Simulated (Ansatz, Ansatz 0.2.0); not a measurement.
# Lattice constant of bcc lithium from LDA to r2SCAN: static relaxations and the role of vibrational expansion

## Reference data

The reference is the lattice constant of body-centred cubic lithium, $a = 3.5095$ Å, from "The impact of magnesium content on lithium-magnesium alloy electrode performance with argyrodite solid electrolyte" (2024, PubMed Central 11519574). It rests on X-ray diffraction from a series of cast Li-Mg alloys. The value is the intercept at zero magnesium content of a straight line fitted to the alloy lattice parameters, and so not a direct measurement on one sample of pure lithium. Any curvature of lattice parameter against composition would enter the intercept. The temperature is not given with the value; ambient conditions are assumed here, under which lithium is bcc.

| compared with | measured | source's wording or label | method |
| --- | --- | --- | --- |
| a (Å) | 3.5095 | a at zero Mg content, intercept of linear fit to measured alloy lattice parameters | X-ray diffraction |

Conditions are those given with the value in the passage it was taken from; "not stated" means there, and the paper may say more elsewhere. The values are a selection: others may have been left out beforehand as unlike or outlying.

## Method

The aim is the cheapest level of theory that gives $a$ within 1 % of the measured value, about 0.035 Å. This is a choice of the study: it is tight enough to expose the overbinding expected of LDA in an alkali metal, and loose enough for a semilocal functional to have a fair chance.

The model is the nonmagnetic one-atom primitive cell, relaxed within its cubic space group from a diffraction structure with $a = 3.509$ Å, practically the reference value. The calculations describe a static lattice. Zero-point motion of so light an atom and thermal expansion together enlarge the real crystal by roughly 1 to 2 % in length at room temperature, as much as the target itself. The target is applied to the directly computed $a$, and this allowance is weighed in the final judgement.

The work starts with LDA on a coarse mesh. Sampling and basis are then tested before the functional is changed, since a simple metal can be sensitive to the treatment of its Fermi surface.

System: Li (lithium), body-centred cubic; Im-3m (No. 229), 1 atom in the primitive cell; the database structure is a diffraction structure: a = 3.509 Å; structure from the Crystallography Open Database.

## 1. LDA on a coarse mesh

LDA with an $8\times8\times8$ mesh and the default cutoff is a light starting point for a one-atom metal. A lattice constant too small by a few per cent is expected, from the overbinding of LDA and the absence of vibrational expansion.

**Run 1.** Ansatz 0.2.0: LDA, cell and atoms relaxed from the database structure, PAW set soft_2, cutoff 420 eV (default), 8x8x8 k mesh, Gaussian smearing 0.1 eV.

Key lines of the input:
```
crystal:
  # lattice and atoms
kpoints:
  mp_grid: { grid: [8, 8, 8] }
hamiltonian:
  xc: lda
scf:
  occupations: { method: gaussian, width: 0.1 }
output:
  forces: true
  stress: true
relax:
  adjacent_minimum: "off"
  f_tol: 0.005
  max_steps: 60
  cell: { stress_tol: 0.03 }
```

Command:
```
ansatz run input.yaml --threads 2 --pin off --max-ram 5120MiB --backend cpu --events-out ev --progress --plain --runs-dir out
```

Selected lines of the output:
```
relax step   1: F+E_penalty+E_count = -201.61692398 eV  [...]  max|allowed force component| = 0.000e0 eV/Å  [...]  P = -1.512 GPa  Ω = 21.609 Å³  (6 SCF iters, dr2 threshold 1.00e-7 eV [...]
relax step   4: F+E_penalty+E_count = -201.63005026 eV  [...]  max|allowed force component| = 0.000e0 eV/Å  [...]  P = -0.016 GPa  Ω = 19.100 Å³  [...]
```

Converged; 1.4 s on 2 cores of Intel Xeon at 2.30GHz, shared host.

| quantity | run 1 | measured | deviation |
| --- | --- | --- | --- |
| a (Å) | 3.3679 | 3.5095 | −0.1416 (−4.0 %) |
| conventional cell volume (Å³) | 38.20 |  |  |

LDA on the coarse mesh gives $a = 3.3679$ Å, 4.0 % below the reference and well outside the target. At the starting volume the pressure is $-1.512$ GPa, so the static LDA crystal contracts strongly from the diffraction cell. The sign is that of LDA overbinding and of the missing vibrational expansion, but the miss is larger than the roughly 1 to 2 % allowed for the latter. How much of it belongs to the sampling cannot be told from one mesh.

## 2. Mesh and cutoff tests within LDA

Two denser meshes, $14\times14\times14$ and $20\times20\times20$, at the same cutoff test the sampling of the Fermi surface. A third run raises the cutoff to 590 eV on the middle mesh to test the basis. For a one-atom cell these checks cost little, and they should come before a change of functional. Shifts far smaller than the present miss are expected.

**Run 2.** Ansatz 0.2.0: LDA, cell and atoms relaxed from the database structure, PAW set soft_2, cutoff 420 eV (default), 14x14x14 k mesh, Gaussian smearing 0.1 eV.

Key lines of the input, as changed from run 1:
```diff
  kpoints:
-   mp_grid: { grid: [8, 8, 8] }
+   mp_grid: { grid: [14, 14, 14] }
```

Selected lines of the output:
```
relax step   4: F+E_penalty+E_count = -201.63979347 eV  [...]  max|allowed force component| = 0.000e0 eV/Å  [...]  P = +0.013 GPa  Ω = 19.026 Å³  [...]
```

Converged; took 3.1 s.

**Run 3.** Ansatz 0.2.0: LDA, cell and atoms relaxed from the database structure, PAW set soft_2, cutoff 420 eV (default), 20x20x20 k mesh, Gaussian smearing 0.1 eV.

Key lines of the input, as changed from run 1:
```diff
  kpoints:
-   mp_grid: { grid: [8, 8, 8] }
+   mp_grid: { grid: [20, 20, 20] }
```

Selected lines of the output:
```
relax step   4: F+E_penalty+E_count = -201.64140693 eV  [...]  max|allowed force component| = 0.000e0 eV/Å  [...]  P = -0.018 GPa  Ω = 19.028 Å³  [...]
```

Converged; took 6.2 s.

**Run 4.** Ansatz 0.2.0: LDA, cell and atoms relaxed from the database structure, PAW set soft_2, cutoff 590 eV, 14x14x14 k mesh, Gaussian smearing 0.1 eV.

Key lines of the input, as changed from run 2:
```diff
+ basis:
+   ecutwfc: 590.0
```

Selected lines of the output:
```
relax step   4: F+E_penalty+E_count = -201.63993791 eV  [...]  max|allowed force component| = 0.000e0 eV/Å  [...]  P = +0.013 GPa  Ω = 19.027 Å³  [...]
```

Converged; took 3.8 s.

| quantity | run 2 | run 3 | run 4 | measured |
| --- | --- | --- | --- | --- |
| a (Å) | 3.3635 | 3.3636 | 3.3635 | 3.5095 |
| conventional cell volume (Å³) | 38.05 | 38.06 | 38.05 |  |

The denser meshes leave the miss in place. Going from $8\times8\times8$ to $14\times14\times14$ shortens $a$ by 0.0044 Å, part of which may come from the residual pressures of opposite sign at which the two relaxations stopped. The $20\times20\times20$ mesh then changes it by only 0.0001 Å, and raising the cutoff to 590 eV leaves it unchanged at 3.3635 Å. For LDA with these PAW data, sampling and basis are therefore settled far more closely than the target requires.

The deviation of LDA is now $-0.1460$ Å, or $-4.2$ %. Vibrational expansion of the expected size would account for less than half of it.

## 3. Gradient corrections: PBE and PBEsol

The functional is the next thing to change, and a gradient correction is the smallest step up from LDA. PBE and PBEsol are run at the default cutoff on the $14\times14\times14$ mesh, so that each differs from the corresponding LDA run only in the functional. Both should lengthen $a$. PBE, with its stronger gradient dependence of exchange, usually gives the larger cell of the two, though in alkali metals the difference can be small.

**Run 5.** Ansatz 0.2.0: PBE, cell and atoms relaxed from the database structure, PAW set soft_2, cutoff 420 eV (default), 14x14x14 k mesh, Gaussian smearing 0.1 eV.

Key lines of the input, as changed from run 2:
```diff
  hamiltonian:
-   xc: lda
+   xc: pbe
```

Selected lines of the output:
```
relax step   1: F+E_penalty+E_count = -204.68320471 eV  [...]  max|allowed force component| = 0.000e0 eV/Å  [...]  P = -0.789 GPa  Ω = 21.609 Å³  (6 SCF iters, dr2 threshold 1.00e-7 eV [...]
relax step   4: F+E_penalty+E_count = -204.68662600 eV  [...]  max|allowed force component| = 0.000e0 eV/Å  [...]  P = +0.004 GPa  Ω = 20.279 Å³  [...]
```

Converged; took 3.1 s.

**Run 6.** Ansatz 0.2.0: PBEsol, cell and atoms relaxed from the database structure, PAW set soft_2, cutoff 420 eV (default), 14x14x14 k mesh, Gaussian smearing 0.1 eV.

Key lines of the input, as changed from run 2:
```diff
  hamiltonian:
-   xc: lda
+   xc: pbesol
```

Selected lines of the output:
```
relax step   1: F+E_penalty+E_count = -202.99427278 eV  [...]  max|allowed force component| = 0.000e0 eV/Å  [...]  P = -0.786 GPa  Ω = 21.609 Å³  (6 SCF iters, dr2 threshold 1.00e-7 eV [...]
relax step   4: F+E_penalty+E_count = -202.99774028 eV  [...]  max|allowed force component| = 0.000e0 eV/Å  [...]  P = -0.002 GPa  Ω = 20.273 Å³  [...]
```

Converged; took 3.2 s.

| quantity | run 5 | run 6 | measured |
| --- | --- | --- | --- |
| a (Å) | 3.4358 | 3.4354 | 3.5095 |
| conventional cell volume (Å³) | 40.56 | 40.55 |  |

Both gradient-corrected functionals halve the miss but do not reach the target. PBE gives 3.4358 Å and PBEsol 3.4354 Å, each 2.1 % below the reference. The difference between them is too small to rank them, given the residual pressures at which the relaxations stopped. The clearly larger cell that PBE usually gives does not appear here.

At the starting volume the two pressures also nearly coincide, at $-0.789$ and $-0.786$ GPa, about half the LDA value. The remaining deviation is close to the upper end of the allowance for vibrational expansion, but the directly computed constant still fails the criterion set for it.

## 4. RPBE and the meta-GGA r2SCAN

Two routes to a longer lattice constant remain at the semilocal level. RPBE keeps the cost class of PBE and strengthens the gradient enhancement of exchange, which usually expands a lattice. r2SCAN adds the kinetic-energy density, at a higher default cutoff and probably a higher cost. Both are expected to exceed the PBE value, though by how much is uncertain. A pairwise dispersion correction to PBE is less promising at this point, since its added attraction would normally shorten $a$ further.

**Run 7.** Ansatz 0.2.0: RPBE, cell and atoms relaxed from the database structure, PAW set soft_2, cutoff 420 eV (default), 14x14x14 k mesh, Gaussian smearing 0.1 eV.

Key lines of the input, as changed from run 2:
```diff
  hamiltonian:
-   xc: lda
+   xc: rpbe
```

Selected lines of the output:
```
relax step   1: F+E_penalty+E_count = -205.43901928 eV  [...]  max|allowed force component| = 0.000e0 eV/Å  [...]  P = -0.306 GPa  Ω = 21.609 Å³  (6 SCF iters, dr2 threshold 1.00e-7 eV [...]
relax step   3: F+E_penalty+E_count = -205.43952325 eV  [...]  max|allowed force component| = 0.000e0 eV/Å  [...]  P = +0.005 GPa  Ω = 21.088 Å³  [...]
```

Converged; took 2.8 s.

**Run 8.** Ansatz 0.2.0: r2SCAN, cell and atoms relaxed from the database structure, PAW set soft_2, cutoff 500 eV (default), 14x14x14 k mesh, Gaussian smearing 0.1 eV.

Key lines of the input, as changed from run 2:
```diff
  hamiltonian:
-   xc: lda
+   xc: r2scan
```

Selected lines of the output:
```
relax step   1: F+E_penalty+E_count = -205.13301508 eV  [...]  max|allowed force component| = 0.000e0 eV/Å  [...]  P = -0.331 GPa  Ω = 21.609 Å³  (6 SCF iters, dr2 threshold 1.00e-7 eV [...]
relax step   3: F+E_penalty+E_count = -205.13362446 eV  [...]  max|allowed force component| = 0.000e0 eV/Å  [...]  P = +0.007 GPa  Ω = 21.032 Å³  [...]
```

Converged; took 4.6 s.

| quantity | run 7 | run 8 | measured |
| --- | --- | --- | --- |
| a (Å) | 3.4809 | 3.4778 | 3.5095 |
| conventional cell volume (Å³) | 42.18 | 42.06 |  |

Both functionals lengthen $a$ beyond the PBE value and meet the target narrowly. RPBE gives 3.4809 Å, 0.8 % below the reference, and r2SCAN gives 3.4778 Å, 0.9 % below. The margins are too thin to rank the two. RPBE reaches the target without leaving the gradient-corrected class, so nothing in these results calls for the additional ingredient of a meta-GGA.

At the starting volume both crystals are still under tension, at $-0.306$ and $-0.331$ GPa, but much less than with PBE. The agreement is that of a static lattice with a measured crystal that contains vibrational expansion.

## 5. A second set of potentials for LDA

The large LDA miss has so far been attributed to the functional on the strength of a single PAW set. Repeating the relaxation with PseudoDojo norm-conserving pseudopotentials on the same $14\times14\times14$ mesh tests that attribution. The higher cutoff makes the run dearer per plane-wave calculation, but it remains affordable for one atom. A lattice constant close to the PAW result is expected. Agreement would support the PAW description at the LDA level only; it would not validate the RPBE result.

**Run 9.** Ansatz 0.2.0: LDA, PseudoDojo norm-conserving pseudopotentials, cell and atoms relaxed from the database structure, cutoff 1007 eV (default), 14x14x14 k mesh, Gaussian smearing 0.1 eV.

Key lines of the input, as changed from run 2:
```diff
  hamiltonian:
+   pseudopotentials: { kind: nc, accuracy: standard }
```

Selected lines of the output:
```
relax step   6: F+E_penalty+E_count = -193.63565929 eV  [...]  max|allowed force component| = 0.000e0 eV/Å  [...]  P = -0.002 GPa  Ω = 19.060 Å³  [...]
```

Converged; took 8.9 s.

| quantity | run 9 | measured | deviation |
| --- | --- | --- | --- |
| a (Å) | 3.3655 | 3.5095 | −0.1440 (−4.1 %) |
| conventional cell volume (Å³) | 38.12 |  |  |

The norm-conserving pseudopotentials give $a = 3.3655$ Å, 0.0020 Å longer than the PAW result on the same mesh. Part of this small difference may come from where the relaxations stopped: the PAW cell was left under a slight positive pressure, which would expand it a little further.

The deviation from the reference remains $-4.1$ %, so the choice of PAW set does not explain the LDA miss. What remains is the overbinding of the functional together with the vibrational expansion absent from a static lattice. The check applies to LDA and does not carry over to the narrow passes of RPBE and r2SCAN.

## Comparison with experiment

| run | settings | a (Å) | deviation | cost |
| --- | --- | --- | --- | --- |
| 1 | LDA, 8x8x8 mesh | 3.3679 | −0.1416 (−4.0 %) | under 1 core-min |
| 2 | LDA, PAW set soft_2, cutoff 420 eV (default), 14x14x14 k mesh | 3.3635 | −0.1460 (−4.2 %) | under 1 core-min |
| 3 | LDA, 20x20x20 mesh | 3.3636 | −0.1459 (−4.2 %) | under 1 core-min |
| 4 | LDA, cutoff 590 eV | 3.3635 | −0.1460 (−4.2 %) | under 1 core-min |
| 5 | PBE, PAW set soft_2, cutoff 420 eV (default), 14x14x14 k mesh | 3.4358 | −0.0737 (−2.1 %) | under 1 core-min |
| 6 | PBEsol, PAW set soft_2, cutoff 420 eV (default), 14x14x14 k mesh | 3.4354 | −0.0741 (−2.1 %) | under 1 core-min |
| 7 | RPBE, PAW set soft_2, cutoff 420 eV (default), 14x14x14 k mesh | 3.4809 | −0.0286 (−0.8 %) | under 1 core-min |
| 8 | r2SCAN, cutoff 500 eV | 3.4778 | −0.0317 (−0.9 %) | under 1 core-min |
| 9 | LDA, PseudoDojo, cutoff 1007 eV | 3.3655 | −0.1440 (−4.1 %) | under 1 core-min |
|  | measured | 3.5095 |  |  |

Further runs on the same system, made beside this series (convergence steps with loose settings among them):

| further | settings | a (Å) | deviation | cost |
| --- | --- | --- | --- | --- |
| F1 | r2SCAN+rVV10, cutoff 500 eV | 3.4749 | −0.0346 (−1.0 %) | under 1 core-min |
| F2 | PBEsol+D3(BJ), PAW set soft_2, cutoff 420 eV (default), 14x14x14 k mesh | 3.3290 | −0.1805 (−5.1 %) | under 1 core-min |
| F3 | BLYP+D3(BJ), PAW set soft_2, cutoff 420 eV (default), 14x14x14 k mesh | 3.1591 | −0.3504 (−10.0 %) | under 1 core-min |
| F4 | PBE+D4, PAW set soft_2, cutoff 420 eV (default), 14x14x14 k mesh | 3.4233 | −0.0862 (−2.5 %) | under 1 core-min |
| F5 | PBE+D3(BJ), PAW set soft_2, cutoff 420 eV (default), 14x14x14 k mesh | 3.3242 | −0.1853 (−5.3 %) | under 1 core-min |
| F6 | r2SCAN, cutoff 500 eV, 8x8x8 mesh | 3.4809 | −0.0286 (−0.8 %) | under 1 core-min |
|  | measured | 3.5095 |  |  |

## Discussion

RPBE meets the 1 % target narrowly: its static lattice constant of 3.4809 Å lies 0.8 % below the reference, at a cost of under one core-minute. r2SCAN also passes narrowly, at $-0.9$ %, but was not needed to reach the target.

The change of functional mattered most. LDA misses by about 4 %, and denser sampling, a higher cutoff and other potentials barely alter that. PBE and PBEsol miss by 2.1 %. Dispersion corrections shorten the cell further: slightly with D4 on PBE, and to a miss of 5.3 % with D3(BJ).

The RPBE agreement does not establish that its static lattice is right. Zero-point and thermal expansion, estimated at roughly 1 to 2 % in length, would carry RPBE from below the reference to slightly above it, possibly beyond the target. The same allowance would bring PBE close to the reference from below, but leave LDA clearly too short, as its overbinding suggests. The width of this allowance leaves undecided here whether PBE or RPBE describes the static crystal better; a quasi-harmonic phonon calculation would be the natural next step.

For r2SCAN, going from the coarse to the middle mesh shortens $a$ by 0.0031 Å, nearly as much as its remaining margin, and no denser mesh is shown. For RPBE, no test of mesh, cutoff or potentials is shown. The reference is itself an extrapolation from alloys, although the diffraction structure used as the starting point has practically the same lattice constant.

[Logs are printed without paths, hosts, clocks, repeated set-up lines and the standing remarks that a program may print on its own settings, such as how far it seeks lower states.]

[The runs shown are a pick from a larger set of finished runs; failed, doubtful and other runs were left out of it ahead of writing. So were measured values far from every level or from commonly accepted values, and agreement can look better than it is. Lines of input and output are excerpts and may be shortened.]
